## 1. Premises and conventions

A molecule in a solvent polarises its surroundings, and the polarisation acts back on it. An excitation energy can then be defined as a difference of free energies of two states, each with its own polarisation (state-specific, SS), or as a pole of the ground-state response function (linear response, LR). For an isolated molecule with exact wavefunctions the two definitions coincide. In a continuum solvent they do not, as Cammi, Corni, Mennucci and Tomasi analysed in 2005.

1. The solute has a Hamiltonian $\hat H_0$ whose eigenstates are known exactly. Nuclei are fixed, and wavefunctions are real.
2. All solute charge lies in a spherical cavity of radius $a$ in a linear, local, isotropic dielectric.
3. The dielectric has a slow (nuclear) part, frozen during the excitation, and a fast (electronic) part that follows the solute instantly. The total permittivity is $\varepsilon$, the fast one $n^2$.
4. The dielectric responds to the expectation value of the solute charge density (mean field).

Electrostatics is in Gaussian form. With dipoles in $e$Å and lengths in Å, energies in eV follow on multiplying by $e^2/4\pi\varepsilon_0=14.40$ eV Å. We set $\hbar=1$, so $\omega$ is an energy. Matrix elements are $\boldsymbol\mu_{jk}=\langle j|\hat{\boldsymbol\mu}|k\rangle$, $\Delta\boldsymbol\mu=\boldsymbol\mu_{11}-\boldsymbol\mu_{00}$, and a negative shift is a red shift.

## 2. The reaction field

Place a multipole $Q$ of rank $l$ at the centre. Laplace's equation allows $V_{\rm in}=(Q\,r^{-l-1}+B\,r^{l})P_l(\cos\theta)$ and $V_{\rm out}=C\,r^{-l-1}P_l(\cos\theta)$. With $b=Ba^{2l+1}$, continuity at $r=a$ of the potential and of the normal displacement gives

$$Q+b=C,\qquad -(l+1)Q+l\,b=-\varepsilon(l+1)C .$$

Eliminating $C$ gives $B=-f_lQ$, Kirkwood's coefficient:

$$f_l(\varepsilon)=\frac{(l+1)(\varepsilon-1)}{(l+1)\varepsilon+l}\,\frac{1}{a^{2l+1}}.\tag{1}$$

**Predict.** For $l=1$, which way does the field of the term $Br\cos\theta$ point?

The potential is $-f_1\mu z$, so the field is uniform, $\mathbf R=+f\boldsymbol\mu$, parallel to the dipole, with Onsager's factor

$$f(\varepsilon)=\frac{2(\varepsilon-1)}{(2\varepsilon+1)a^3}.\tag{2}$$

Only $l=1$ is kept until Section 8.

## 3. One functional for both treatments

Let $\mathbf m=\langle\Psi|\hat{\boldsymbol\mu}|\Psi\rangle$. A linear dielectric stores work quadratic in its polarisation. Split the reaction field into independent fast and slow parts (the Pekar partition):

$$G=\langle\hat H_0\rangle-\mathbf m\cdot(\mathbf R_d+\mathbf R_s)+\frac{R_d^2}{2f_d}+\frac{R_s^2}{2f_s}.\tag{3}$$

Minimising over $\mathbf R_d$ alone gives $\mathbf R_d=f_d\mathbf m$. A sudden change of $\mathbf m$ is answered by permittivity $n^2$, so $f_d=f(n^2)$. Minimising over both gives a total field $(f_d+f_s)\mathbf m$, which must equal $f(\varepsilon)\mathbf m$, so $f_s=f(\varepsilon)-f(n^2)$.

In ground-state equilibrium $\mathbf m=\boldsymbol\mu_{00}$, and stationarity of (3) in $\Psi$ makes $|0\rangle$ the lowest eigenstate of

$$\hat H^{(0)}=\hat H_0-f(\varepsilon)\,\boldsymbol\mu_{00}\cdot\hat{\boldsymbol\mu},\qquad \hat H^{(0)}|k\rangle=E_k|k\rangle .\tag{4}$$

The other eigenstates of this fixed linear operator are the excited states in the frozen ground-state reaction field. All $|k\rangle$ below are these, $E_{kj}=E_k-E_j$, and $\Delta=E_{10}$ is the reference gap.

Now freeze $\mathbf R_s=f_s\boldsymbol\mu_{00}$ and let $\mathbf R_d=f_d\mathbf m$. Equation (3) becomes $G=\langle\hat H_0\rangle-f_s\boldsymbol\mu_{00}\cdot\mathbf m-\tfrac12f_dm^2+{\rm const}$.

**Predict.** Replace $\hat H_0$ by $\hat H^{(0)}$. What is left over, and can it be written as a square?

From (4), $\langle\hat H_0\rangle-f_s\boldsymbol\mu_{00}\cdot\mathbf m=\langle\hat H^{(0)}\rangle+f_d\boldsymbol\mu_{00}\cdot\mathbf m$. Further, $f_d\boldsymbol\mu_{00}\cdot\mathbf m-\tfrac12f_dm^2=-\tfrac12f_d|\mathbf m-\boldsymbol\mu_{00}|^2+\tfrac12f_d\mu_{00}^2$, and the last term does not depend on $\Psi$. Measured from the ground state,

$$\mathcal G[\Psi]=\langle\hat H^{(0)}\rangle-E_0-\tfrac12f_d\,|\mathbf m-\boldsymbol\mu_{00}|^2 .\tag{5}$$

This is exact within the premises. Its derivative with respect to $\langle\Psi|$ defines the effective Hamiltonian

$$\hat H[\Psi]=\hat H^{(0)}-f_d(\mathbf m-\boldsymbol\mu_{00})\cdot\hat{\boldsymbol\mu},\tag{6}$$

which depends on the state it acts on. Both treatments use (5) and (6) and nothing else.

## 4. State-specific shift

SS seeks the stationary point of (5) that goes over into $|1\rangle$ as $f_d\to0$, and calls $\mathcal G$ there the excitation energy.

**Predict.** The stationary state is $|1\rangle+O(f_d)$. Does this correction matter at first order in $f_d$?

It does not. $\langle\hat H^{(0)}\rangle$ is stationary at $|1\rangle$, so it changes at $O(f_d^2)$, and the last term of (5) already carries one $f_d$. Inserting $|1\rangle$,

$$\boxed{\omega_{\rm SS}=\Delta-\tfrac12f(n^2)\,|\boldsymbol\mu_{11}-\boldsymbol\mu_{00}|^2+O(f^2)}\tag{7}$$

The factor $\tfrac12$ is physical. The extra field $\delta\mathbf R=f_d\Delta\boldsymbol\mu$ gains $-f_d|\Delta\boldsymbol\mu|^2$ from the changed dipole, and creating it costs $\delta R^2/2f_d=+\tfrac12f_d|\Delta\boldsymbol\mu|^2$. An eigenvalue of (6) omits this cost and is not the free energy.

For the higher orders, take $\Delta\boldsymbol\mu$ along a principal axis of the polarisability $\alpha_1$ of state 1 and keep $\delta R$ as a variable. State 1 in the field has energy $E_1-\mu_{11}\delta R-\tfrac12\alpha_1\delta R^2$, so $\mathcal G=\Delta-\Delta\mu\,\delta R-\tfrac12\alpha_1\delta R^2+\delta R^2/2f_d$. Setting the derivative to zero gives $\delta R=f_d\Delta\mu/(1-f_d\alpha_1)$ and

$$\omega_{\rm SS}=\Delta-\frac{f_d\,\Delta\mu^2}{2(1-f_d\alpha_1)},\tag{8}$$

with hyperpolarisabilities neglected. The transition dipole enters only inside $\alpha_1$, at second order, and not at all if $\Delta\boldsymbol\mu=0$.

## 5. Linear-response shift

LR applies a weak field $\mathbf F\cos\omega t$ to the ground state and propagates $i\partial_t\Psi=(\hat H[\Psi]-\mathbf F\cos\omega t\cdot\hat{\boldsymbol\mu})\Psi$. The dielectric also rescales the applied field inside the cavity by a constant, which is absorbed in $\mathbf F$ and moves no pole. With $\mathbf m-\boldsymbol\mu_{00}=\delta\mathbf m\cos\omega t$ the solute feels $\mathbf E\cos\omega t$, where $\mathbf E=\mathbf F+f_d\,\delta\mathbf m$.

Write $\Psi=e^{-iE_0t}\big[(1+c_0)|0\rangle+\sum_{k>0}c_k|k\rangle\big]$. To first order, $i\dot c_k=E_{k0}c_k-\boldsymbol\mu_{k0}\cdot\mathbf E\cos\omega t$, with steady solution

$$c_k=\frac{\boldsymbol\mu_{k0}\cdot\mathbf E}{2}\left[\frac{e^{-i\omega t}}{E_{k0}-\omega}+\frac{e^{i\omega t}}{E_{k0}+\omega}\right].$$

**Predict.** Which matrix elements appear in the first-order change of $\mathbf m$? Can $\boldsymbol\mu_{11}$ be among them?

The change is $\sum_k2\boldsymbol\mu_{0k}\,{\rm Re}\,c_k$. The amplitude $c_0$ is imaginary, since the norm is conserved, and drops out. $\boldsymbol\mu_{11}$ multiplies $|c_1|^2$, which is second order in the field. Hence

$$\delta\mathbf m=\boldsymbol\alpha(\omega)\mathbf E,\qquad\boldsymbol\alpha(\omega)=\sum_{k>0}\frac{2E_{k0}\,\boldsymbol\mu_{0k}\boldsymbol\mu_{0k}^{T}}{E_{k0}^2-\omega^2}.\tag{9}$$

Closing the loop, $(1-f_d\boldsymbol\alpha)\,\delta\mathbf m=\boldsymbol\alpha\mathbf F$. Where $\boldsymbol\alpha$ diverges, $\delta\mathbf m$ along $\boldsymbol\mu_{0k}$ stays finite, so the old poles of bright states cancel. The new ones satisfy

$$\det[1-f_d\boldsymbol\alpha(\omega)]=0 .\tag{10}$$

Keep state 1 only. Since $\det(1-s\,\mathbf v\mathbf v^T)=1-s|\mathbf v|^2$, equation (10) reads $\Delta^2-\omega^2=2\Delta f_d|\boldsymbol\mu_{01}|^2$, so

$$\omega^2=\Delta\big(\Delta-2f_d|\boldsymbol\mu_{01}|^2\big).\tag{11}$$

With $x=f_d|\boldsymbol\mu_{01}|^2$ the root expands as $\Delta-x-x^2/2\Delta-\dots$, and

$$\boxed{\omega_{\rm LR}=\Delta-f(n^2)\,|\boldsymbol\mu_{01}|^2+O(f^2)}\tag{12}$$

The other states give a smooth background $\alpha'(\omega)$. If $\boldsymbol\mu_{01}$ lies along a principal axis, (10) is $1-f_d\alpha'=2\Delta x/(\Delta^2-\omega^2)$, which is (11) with

$$x\to\frac{x}{1-f_d\alpha'(\omega)} .\tag{13}$$

**Predict.** An $E_{1u}$ level has two components, polarised along $x$ and $y$ with equal $|\boldsymbol\mu_{01}|$. Is the shift that of one component or the sum of both?

Then $\boldsymbol\alpha$ is diagonal, the determinant is the square of the one-state factor, and the level stays degenerate. The shift uses $|\boldsymbol\mu_{01}|^2$ of one component, whereas the oscillator strength of the band sums over both.

In (7) and (12), replacing the states of (4) by those of the isolated molecule changes the dipoles at $O(f)$ and the shifts at $O(f^2)$. No electronic-structure approximation has entered, so the disagreement survives with exact states.

## 6. Why they differ: curvature versus height

Take $\Psi=\cos\theta|0\rangle+e^{i\varphi}\sin\theta|1\rangle$. Then $\mathbf m-\boldsymbol\mu_{00}=\sin^2\theta\,\Delta\boldsymbol\mu+\sin2\theta\cos\varphi\,\boldsymbol\mu_{01}$, and

$$\mathcal G=\Delta\sin^2\theta-\tfrac12f_d\big|\sin^2\theta\,\Delta\boldsymbol\mu+\sin2\theta\cos\varphi\,\boldsymbol\mu_{01}\big|^2.\tag{14}$$

**Predict.** Evaluate (14) at $\theta=\pi/2$, and to order $\theta^2$ near $\theta=0$.

At $\theta=\pi/2$ it is (7). Near $\theta=0$ it is $\theta^2(\Delta-2x\cos^2\varphi)$. Put $c_1=\theta e^{i\varphi}=(q+ip)/\sqrt2$. The equation $i\dot c_1=\partial\mathcal G/\partial c_1^*$ becomes $\dot q=\partial\mathcal G/\partial p$, $\dot p=-\partial\mathcal G/\partial q$ with $\mathcal G=\tfrac12\Delta p^2+\tfrac12(\Delta-2x)q^2$, an oscillator with the frequency (11). LR measures second derivatives of $\mathcal G$ at the ground state, and SS measures the height of another stationary point. For $f_d=0$, $\mathcal G$ is the expectation value of a fixed operator and both give $\Delta$. The term quartic in $\Psi$, which comes from premise 4, breaks the equality.

## 7. What a quantum solvent says

Drop premise 4 and let the fast polarisation be three quantum oscillators of energy $\Omega$, with $\hat R_a=g(b_a+b_a^\dagger)$ and coupling $-\hat{\boldsymbol\mu}\cdot\hat{\mathbf R}$. A static dipole $m$ displaces $\langle b\rangle$ to $gm/\Omega$, so $f_d=2g^2/\Omega$, and a driven oscillator gives $f(\omega)=f_d\Omega^2/(\Omega^2-\omega^2)$. This form follows from (2) for a one-resonance dielectric: $n^2(\omega)-1=(n^2-1)\Omega_0^2/(\Omega_0^2-\omega^2)$ yields it with $\Omega^2=\Omega_0^2(2n^2+1)/3$.

Shift $b_a$ by $g\mu_{00,a}/\Omega$. The Hamiltonian becomes $\hat H^{(0)}+\Omega\sum_ab_a^\dagger b_a-(\hat{\boldsymbol\mu}-\boldsymbol\mu_{00})\cdot\delta\hat{\mathbf R}$ plus a constant. The coupling creates one quantum, so for $\Delta<\Omega$ second-order perturbation theory moves level $j$ by

$$\delta E_j=-g^2\frac{|\boldsymbol\mu_{jj}-\boldsymbol\mu_{00}|^2}{\Omega}-g^2\sum_{k\ne j}\frac{|\boldsymbol\mu_{jk}|^2}{\Omega+E_{kj}} .$$

**Predict.** Form $\delta E_1-\delta E_0$. Does it reproduce (7), (12), both or neither?

The diagonal term is $-\tfrac12f_d|\Delta\boldsymbol\mu|^2$, the SS shift. The 0–1 terms are $-g^2|\boldsymbol\mu_{01}|^2[(\Omega-\Delta)^{-1}-(\Omega+\Delta)^{-1}]$. Adding and subtracting $2g^2|\boldsymbol\mu_{01}|^2/(\Omega+\Delta)$ isolates $-g^2|\boldsymbol\mu_{01}|^2\,2\Omega/(\Omega^2-\Delta^2)=-f(\Delta)|\boldsymbol\mu_{01}|^2$. Therefore

$$\delta E_1-\delta E_0=-\tfrac12f_d|\Delta\boldsymbol\mu|^2-f(\Delta)|\boldsymbol\mu_{01}|^2+D,\tag{15}$$

$$D=-\frac{f_d\Omega}{2}\left[\sum_{k\ne0,1}\left(\frac{|\boldsymbol\mu_{1k}|^2}{\Omega+E_{k1}}-\frac{|\boldsymbol\mu_{0k}|^2}{\Omega+E_{k0}}\right)-\frac{2|\boldsymbol\mu_{01}|^2}{\Omega+\Delta}\right].\tag{16}$$

SS and LR are separate pieces of (15), each first order in $f_d$, and $D$, the rest of the dispersion interaction, is of the same order and absent from both. For a harmonic solute $D=0$: level 2 has $|\mu_{12}|^2=2|\mu_{01}|^2$ and $E_{21}=\Delta$, which cancels the last term, and quanta along other axes are added equally to states 0 and 1. For a strict two-level solute with $\Delta\boldsymbol\mu=0$ the sum is empty, and the total is the LR term times $\Delta/\Omega$. For a dark state, let the mean polarisability $\bar\alpha_j=\tfrac23\sum_k|\boldsymbol\mu_{jk}|^2/E_{kj}$ change by $\Delta\bar\alpha$ through transitions of mean energy $\bar E$. Then $\sum|\boldsymbol\mu|^2$ changes by $\tfrac32\bar E\,\Delta\bar\alpha$, and

$$D\approx-\tfrac34f_d\,\Delta\bar\alpha\,\frac{\Omega\bar E}{\Omega+\bar E}.\tag{17}$$

## 8. Higher multipoles and symmetry

By (1) and the addition theorem, a density $\rho$ in the reaction potential of $\rho'$ has energy $-(\rho|\rho')$, with

$$(\rho|\rho')=\sum_lf_l\iint\rho(\mathbf r)\rho'(\mathbf r')\,(rr')^lP_l(\cos\gamma)\,d^3r\,d^3r',$$

where $\gamma$ is the angle between $\mathbf r$ and $\mathbf r'$. Sections 3 to 5 need only a symmetric bilinear form, so the shifts are $-\tfrac12(\Delta\rho|\Delta\rho)$ for SS and $-(\rho_{01}|\rho_{01})$ for LR, with the difference and transition densities and $f_l(n^2)$.

**Predict.** Benzene has $D_{6h}$ symmetry and an $A_{1g}$ ground state. Find the lowest $l$ of each shift for $E_{1u}$ and $B_{2u}$.

Difference densities are even under inversion and carry no charge, so SS starts at $l=2$ for both states. Transition densities have the symmetry of the excited state. $E_{1u}$ transforms as $(x,y)$, so $l=1$. $B_{2u}$ transforms as $\sin3\phi$, with a carbon at azimuth $\phi=0$, which first occurs at $l=3$. In the dipole model SS shifts neither band, LR shifts only $E_{1u}$, and $\Delta$ equals the gas-phase gap because $\boldsymbol\mu_{00}=0$.

## 9. Range of validity

- Equations (7) and (12) are first order in $f$. They need $x\ll\Delta$, $f_d|\alpha_1|\ll1$, $f_d|\alpha'|\ll1$, and no other bright state of the same symmetry within about $x$ of $\Delta$. For $2x>\Delta$, (11) signals an unstable ground state.
- They are shifts from the frozen-field gap. A shift from the gas phase adds $-f(\varepsilon)\boldsymbol\mu_{00}\cdot\Delta\boldsymbol\mu$, the first-order effect of (4) on the gap, and its multipole analogues.
- Instant fast response needs $\Delta\ll\Omega$. Otherwise LR needs $n$ at the transition energy, and inside a solvent absorption band $n$ is complex and premise 3 fails.
- The dipole truncation needs a charge distribution small against $a$. The shifts scale as $a^{-3}$, and $a$ has no unique value for a flat molecule. Diffuse (Rydberg) states violate premise 2.
- Exchange repulsion, charge transfer to the solvent and the term $D$ are missing from both treatments.

## 10. Numerical illustration: benzene in CCl$_4$ at 293 K

Typical or approximate inputs: CCl$_4$ has $n=1.460$ (visible, used as the low-frequency value) and $\varepsilon=2.24$. Liquid benzene has density 0.879 g cm$^{-3}$ and molar mass 78.11 g mol$^{-1}$. $E_{1u}$ has $\Delta=6.94$ eV and band oscillator strength 0.9; $B_{2u}$ has $\Delta=4.9$ eV and vibronic oscillator strength 0.0014. Temperature enters only through $n$, $\varepsilon$ and the density.

**Cavity.** The volume per molecule is 147.6 Å$^3$, and a sphere of that volume has $a=3.28$ Å, $a^3=35.29$ Å$^3$. With $n^2=2.1316$, $2(n^2-1)/(2n^2+1)=0.430$ and $f_d=0.1755$ eV/($e$Å)$^2$. The static factor is 0.453, so nearly all the response is fast.

**Transition dipole.** One component has oscillator strength $f_{\rm osc}=\Delta|\mathbf r_{01}|^2/(3\,\hbar^2/2m_e)$ with $\hbar^2/2m_e=3.81$ eV Å$^2$.

**Predict.** Which $f_{\rm osc}$ goes in for $E_{1u}$, and roughly what shift results?

Half the band value, 0.45, gives $|\boldsymbol\mu_{01}|^2=0.741$ ($e$Å)$^2$, or 0.861 $e$Å. Equation (12) gives $-0.130$ eV, which moves the band from 179 to 182 nm. The SS dipole shift is zero. The corrections, each applied alone:

- Full root (11): $-0.131$ eV.
- Screening (13): a typical in-plane static polarisability is 12 Å$^3$, of which $E_{1u}$ supplies $2|\boldsymbol\mu_{01}|^2/\Delta=3.1$ Å$^3$. The rest, 8.9 Å$^3$, gives $f_d\alpha'=0.11$ and $-0.146$ eV. If the background states all lie above $\omega$, the static $\alpha'$ is a lower bound.
- Solvent frequency dependence: an assumed $\Omega_0=12$ eV gives $\Omega=15.9$ eV, $f(\Delta)/f_d=1.24$ and $-0.16$ eV. Together with screening, $-0.19$ eV.
- Cavity: $a=3.0$ Å gives $-0.17$ eV and $a=3.6$ Å gives $-0.10$ eV.
- The term $D$: zero for a harmonic solute, while a two-level solute keeps only $\Delta/\Omega=0.44$ of the LR term. $D$ can therefore rival the LR term, and fixing it needs the excited-state dipoles $\boldsymbol\mu_{1k}$.

**The dark band.** For $B_{2u}$ (253 nm) the leading terms vanish, so the neglected ones decide. Putting all the vibronic intensity in one line and one polarisation gives $|\boldsymbol\mu_{01}|^2=0.0033$ ($e$Å)$^2$ and an LR shift no larger than $-0.6$ meV. For the octupole, place the $\pi$ electrons on a ring of radius $R_C=1.40$ Å (typical), with orbitals $e^{im\phi}/\sqrt{2\pi}$, HOMO $m=\pm1$ and LUMO $m=\pm2$. A singlet single excitation has transition density $\sqrt2\,\phi_i^*\phi_a$. Combining $+1\to-2$ with $-1\to+2$ gives $\sin3\phi/\pi$, and combining $+1\to+2$ with $-1\to-2$ gives $\cos\phi/\pi$. Since $P_3(\cos\gamma)=(5\cos3\gamma+3\cos\gamma)/8$, the $B_{2u}$ shift is $-\tfrac58f_3R_C^6$, with $f_3a^7=0.393$, which is $-6.5$ meV. The same ring gives an $E_{1u}$ dipole $eR_C$, whose square is 2.6 times the input value, so this scale is probably generous. The $l=3$ part of the $E_{1u}$ density adds $\tfrac38(f_3/f_1)R_C^4$, or 1.1 per cent, to its shift.

For axial quadrupoles $\Theta=\int\rho\,r^2P_2(\cos\theta)\,d^3r$ the $l=2$ form is $f_2\Theta\Theta'$. An assumed $|\Delta\Theta|=0.5$ $e$Å$^2$ with $f_2(n^2)=0.0153$ eV/($e$Å$^2$)$^2$ gives an SS shift of $-1.9$ meV. A typical ground-state $\Theta_0=-1.8$ $e$Å$^2$ then moves the frozen gap itself by $-f_2(\varepsilon)\Theta_0\Delta\Theta$, of magnitude 14.6 meV and with the sign of $\Delta\Theta$. Finally, (17) with an assumed $\bar E=10$ eV gives $D\approx-0.06$ eV per Å$^3$ of $\Delta\bar\alpha$, so a polarisability increase of 1 Å$^3$ outweighs every LR and SS term of this band.

| model shift from $\Delta$ | $E_{1u}$ | $B_{2u}$ |
|---|---|---|
| SS, dipole | 0 | 0 |
| SS, quadrupole (assumed $\Delta\Theta$) | $-1.9$ meV | $-1.9$ meV |
| LR, lowest electronic multipole | $-0.130$ eV | $-6.5$ meV |

These numbers are the model's, not benzene's. As typical knowledge and not as a measurement, in transparent nonpolar solvents such as alkanes the $E_{1u}$ band lies roughly 0.2 eV and the $B_{2u}$ band roughly 0.03 eV below the gas-phase position. The table is measured from $\Delta$, so the comparison needs the gas-to-$\Delta$ term of $\pm14.6$ meV added, for the assumed $|\Delta\Theta|$. For $E_{1u}$, first-order LR then gives $-0.14$ eV ($\Delta\Theta<0$) or $-0.12$ eV ($\Delta\Theta>0$), short by roughly 30 to 40 per cent, and SS misses nearly all of the shift. For $B_{2u}$ the added term exceeds both tabulated entries. With $\Delta\Theta<0$ the shifts from the gas phase are $-21$ meV for LR, about 30 per cent short, and $-16$ meV for SS, about half the typical value; with $\Delta\Theta>0$ they are $+8$ and $+13$ meV, of the wrong sign. For the dark band the size of the miss, and even the sign of the predicted shift, thus depend on the undetermined sign and size of $\Delta\Theta$. CCl$_4$ itself absorbs in the region of the $E_{1u}$ band, where a real $n^2$ is only a formal input. Within the model, LR shifts $E_{1u}$ by about $-0.13$ eV and SS by nothing at dipole order, because the state has a large transition dipole and no permanent one.